**Gallium nitride absorbs most at an energy that fast electrons seldom lose**

Row 8 looks wrong. From the first row to the maximum in row 14 the loss function rises at every step but this one, where it falls from 0.224 to 0.181. Yet the energy of row 8, 11.85 eV, is where the same calculation finds the strongest absorption at this momentum. The dip and the later maximum both follow from one formula.

Yambo 5.3.0, linear response with the Hartree kernel on Quantum ESPRESSO PBE states, for GaN (P6_3mc, 4-atom cell) at momentum transfer (0, 0, 1/3) in reciprocal-lattice units. PseudoDojo 0.4.1 SR standard potentials, 9×9×6 k-mesh, 48 bands, 0.3 eV damping, no quasiparticle correction.

```
row  loss function  loss energy (eV)
  1          0.006              0.00
  2          0.007              1.61
  3          0.024              3.41
  4          0.050              5.02
  5          0.092              6.83
  6          0.141              8.43
  7          0.224             10.24
  8          0.181             11.85
  9          0.356             13.65
 10          0.454             15.26
 11          0.802             16.87
 12          1.123             18.67
 13          1.199             20.28
 14          1.345             22.09
 15          1.079             23.69
 16          1.167             25.50
 17          1.121             27.11
 18          0.867             28.71
 19          0.666             30.52
 20          0.584             32.13
 21          0.545             33.94
 22          0.688             35.54
 23          0.536             37.35
 24          0.609             38.96
 25          0.601             40.76
 26          0.500             42.37
 27          0.477             43.98
 28          0.418             45.78
 29          0.432             47.39
 30          0.400             49.20
```

The loss function $L$ measures how readily a fast electron gives up the loss energy $E$ to the crystal. It depends on the dielectric function $\varepsilon=\varepsilon_1+i\varepsilon_2$, whose imaginary part $\varepsilon_2$ describes absorption:

$$L=\frac{\varepsilon_2}{\varepsilon_1^2+\varepsilon_2^2}.$$

The numerator is the absorption itself, and the denominator is the screening that weakens the electron's field inside the crystal. Three limits follow. Where $\varepsilon_1$ is large and $\varepsilon_2$ much smaller, the loss is about $\varepsilon_2/\varepsilon_1^2$ and stays small. Where $\varepsilon_2$ is by far the larger part, the loss comes close to its ceiling of $1/\varepsilon_2$, so more absorption means less loss. Only where both parts are small can the loss become large, and that is the condition for a plasmon, a collective oscillation of the electrons.

The rows below and just above the gap are expected to belong to the first limit: at zero energy the real part is 4.57, and the loss is expected to grow with the absorption that sets in above the gap. Row 8 belongs to the second limit. The absorption peak has a height of 5.47, which puts the ceiling at $1/5.47=0.183$, and the row almost reaches it. Its real part must therefore be small compared with its imaginary part. A small $\varepsilon_1$ alone thus doesn't make a plasmon. The ceiling then lifts quickly: the loss of 0.356 in row 9 is possible only if $\varepsilon_2$ has dropped to 2.8 or less, about half its peak value.

Rows 12 to 17 belong to the third limit. Since $L$ never exceeds $1/|\varepsilon|$, a loss above 1 proves that $|\varepsilon|$ is below 1. In row 14 it is at most 0.74, so the crystal strengthens the electron's field instead of weakening it. At higher energies the crystal's electrons follow the field less and less. There $\varepsilon$ is expected to approach 1, and the loss to shrink with the absorption that remains.

The position of this region can be estimated by treating the 16 s and p electrons of the cell as one oscillator, bound with an energy $E_b$:

$$\varepsilon(E)=1+\frac{E_p^2}{E_b^2-E^2-i\Gamma E}.$$

Here $\Gamma$ is a width and $E_p$ is the plasma energy that these electrons would have if they were free. Their density alone gives $E_p=22.1$ eV. At zero energy the formula becomes $\varepsilon(0)=1+E_p^2/E_b^2$, and the computed static value of 4.57 then gives $E_b=22.1/\sqrt{3.57}=11.7$ eV. Without damping, $\varepsilon$ vanishes where the two energies add in squares:

$$E=\sqrt{22.1^2+11.7^2}\approx 25\ \text{eV}.$$

This lies inside the broad band of high loss but about 3 eV above its highest row. Part of that distance comes from leaving out the damping: with the width given below, the oscillator's own maximum is near 23.9 eV. The count of electrons matters too. Four of the 16 are N 2s electrons, expected to lie about as deep as the Ga 3d states that were left out. Without them all three energies shrink by $\sqrt{12/16}$ and the undamped value falls to 21.6 eV, so the position alone can't decide between the pictures. The undamped free-electron value of 22.1 eV agrees better with the computed maximum, yet free electrons, with a width set in the same way, describe the approach to it far worse. Below 16 eV they give about 2.5 times the computed loss in total, the bound oscillator about 1.3 times. Part of that gain is built in, since $E_b$ was fitted to the static screening, and both ratios depend on the widths chosen. The electrons are bound, as the gap already shows, so the good free-electron position probably hides a cancellation. Theory suggests that binding and, slightly, the finite momentum raise the plasmon, while damping and the polarisation from transitions at still higher energies lower its maximum again.

The width of 14.5 eV was chosen to give the model the height of row 14 at its 25 eV resonance, so the height of the peak is no test of the model. It stands for the spread of many interband transitions, not for one lifetime. A single broad oscillator also makes the absorption near row 8 only about half as strong as computed. It therefore misses the dip and gives a loss of 0.32 there, as the output below shows.

The model fails most clearly above 33 eV, where it supplies less than half of the computed loss. Weighting the loss by its energy counts the electrons that have responded so far: about 9 per cell up to row 20 and 16 up to the last row, out of 36. That final 16 doesn't mean that the s and p electrons are used up, because other electrons can contribute to the same count. The likely source of the extra loss is the 20 Ga 3d electrons, together with high-lying transitions of the others, but no separation by orbital is available to confirm it. Transitions from the 3d states are expected to begin well below 33 eV, so they may also shape the band of high loss, which the model assigns to s and p electrons alone.

The smaller irregularities, such as the low row 15 and the unevenness of rows 21 to 25, are best left without a cause. Neighbouring rows are about 1.7 eV apart, much more than the 0.3 eV damping, and convergence with the k-mesh, on which the depth of the dip in row 8 may also depend, wasn't tested. Nor was convergence with the limited number of empty bands, which makes the loss above 33 eV the least secure part of the table. The slight loss in rows 1 and 2, below the gap, probably comes from the way the damping enters the calculation, since without damping the electrons could take up no energy there. Absolute energies may be shifted, since the PBE gap is too small, PBE places the 3d states too high, and electron-hole attraction is missing.

Aluminium metal shows the opposite case. Its outer electrons are nearly free and absorb little at their plasma energy, so its plasmon is narrow and lies close to the free-electron value. For another solid, the electron density gives a first position, which binding raises and transitions at higher energies lower. The absorption left at that energy decides whether the peak is sharp or, as in GaN, broad.

Output of the analysis:

```
Plasma energy of 16 free s and p electrons per cell (eV): 22.08
Plasma energy of all 36 electrons if free (eV): 33.12
Binding energy of the oscillator from the static dielectric constant (eV): 11.68
Loss resonance of the bound oscillator (eV): 24.98
Width of the bound oscillator set by the highest row (eV): 14.51
Im eps of the bound oscillator at the absorption peak (computed 5.47): 2.835
Ceiling of the loss at the absorption peak: 0.1827
Loss of the bound oscillator in row 8: 0.3183
Upper limit of the size of eps in the highest row: 0.7435
Bound oscillator over computed loss below 16 eV (ratio of sums): 1.327
Free electrons over computed loss below 16 eV (ratio of sums): 2.456
Rms miss of the bound oscillator from 16 to 33 eV: 0.144
Rms miss of the free electrons from 16 to 33 eV: 0.1953
Bound oscillator over computed loss above 33 eV (ratio of sums): 0.4271
Static screening 1 - 1/eps summed from the table: 0.7558
Static screening 1 - 1/eps from the static output: 0.7814
Share of the summed screening from rows between 16 and 33 eV (percent): 62.18
Electrons per cell counted by the loss up to row 20: 8.717
Electrons per cell counted by the loss up to the last row (of 36): 16.28
```
